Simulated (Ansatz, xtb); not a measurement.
**Two isomers of C3H9BOSi**

Structure a: `BO[SiH2]C(=C)C`, a singlet. Structure b: `BO[SiH2]C1CC1`, a singlet. Both are isolated molecules in the gas phase, relaxed with r2SCAN-D4/def2-SVP; each stands in its lowest conformer found.

Quicker runs give these differences E(b) − E(a): GFN2-xTB −4.2 kcal/mol; HF/STO-3G −5.1 kcal/mol (at GFN2-xTB geometries); r2SCAN-D4/def2-SVP//GFN2-xTB +1.7 kcal/mol.

Problem. Which of the two would you expect CCSD(T)/def2-SVP + ΔMP2/def2-TZVPP electronic energies to favour?

Solution. Structure a; the calculation gives E(b) − E(a) = +6.4 kcal/mol.

Level by level:

```tsv
level	geometry	E(b) − E(a) (kcal/mol)	departure from the last row (kcal/mol)	job, with rough time for the two
GFN2-xTB	GFN2-xTB	−4.2	−10.6	optimisation, 0.33 s
HF/STO-3G	GFN2-xTB	−5.1	−11.5	single point, 0.26 s
r2SCAN-D4/def2-SVP//GFN2-xTB	GFN2-xTB	+1.7	−4.7	single point, 2.8 s
r2SCAN-D4/def2-SVP	r2SCAN-D4/def2-SVP	+2.7	−3.6	optimisation, 76 s
HF/def2-SVP	r2SCAN-D4/def2-SVP	+6.3	−0.1	part of the CCSD(T) run
MP2/def2-SVP	r2SCAN-D4/def2-SVP	+2.4	−3.9	part of the CCSD(T) run
CCSD(T)/def2-SVP	r2SCAN-D4/def2-SVP	+5.2	−1.2	single point
CCSD(T)/def2-SVP + ΔMP2/def2-TZVPP	r2SCAN-D4/def2-SVP	+6.4		single point, 40 s
```

As drawn, b has 2 C–C in place of 1 C=C. Structure a has no ring, b a 3-membered ring.

GFN2-xTB, HF/STO-3G put the two in the other order. The largest departure from CCSD(T)/def2-SVP + ΔMP2/def2-TZVPP is that of HF/STO-3G, 11.5 kcal/mol. The last row adds to CCSD(T) the change of the MP2 difference between the two basis sets, here +1.2 kcal/mol.

With thermal terms from frequencies at re-optimised GFN2-xTB minima (ideal gas, soft modes damped towards free rotors, one conformer each, 298.15 K, 1 atm): the zero-point term adds +1.3 kcal/mol; ΔH is +7.1 and ΔG +8.1 kcal/mol.

The correlated steps freeze 10 core orbitals. Programs: Ansatz 0.2.0, xtb 6.7.1; the last row on 4 threads of Arm Neoverse V2 on a shared host.

The open-chain alkenyl isomer a is favoured over the cyclopropyl isomer b, and the main reason is ring strain. Exchanging a C=C π bond for an additional C–C σ bond would normally favour the saturated isomer, but the bent bonds and eclipsed C–H bonds of a three-membered ring more than cancel that gain. The H2B–O–SiH2 unit is common to both and should largely cancel, so the preference resembles that of propene over cyclopropane.

The reversed order from HF/STO-3G probably reflects the minimal basis, which describes π bonds poorly relative to small rings. The close agreement of HF/def2-SVP with the last row is fortuitous: correlation favours the ring, an effect MP2 exaggerates, while enlarging the basis favours the alkene by a similar amount. Zero-point energy and entropy both reinforce the preference for a, the latter probably because the open chain has looser internal rotations. This thermodynamic ordering does not imply easy conversion of b into a, since ring opening requires breaking a C–C bond and shifting hydrogen.
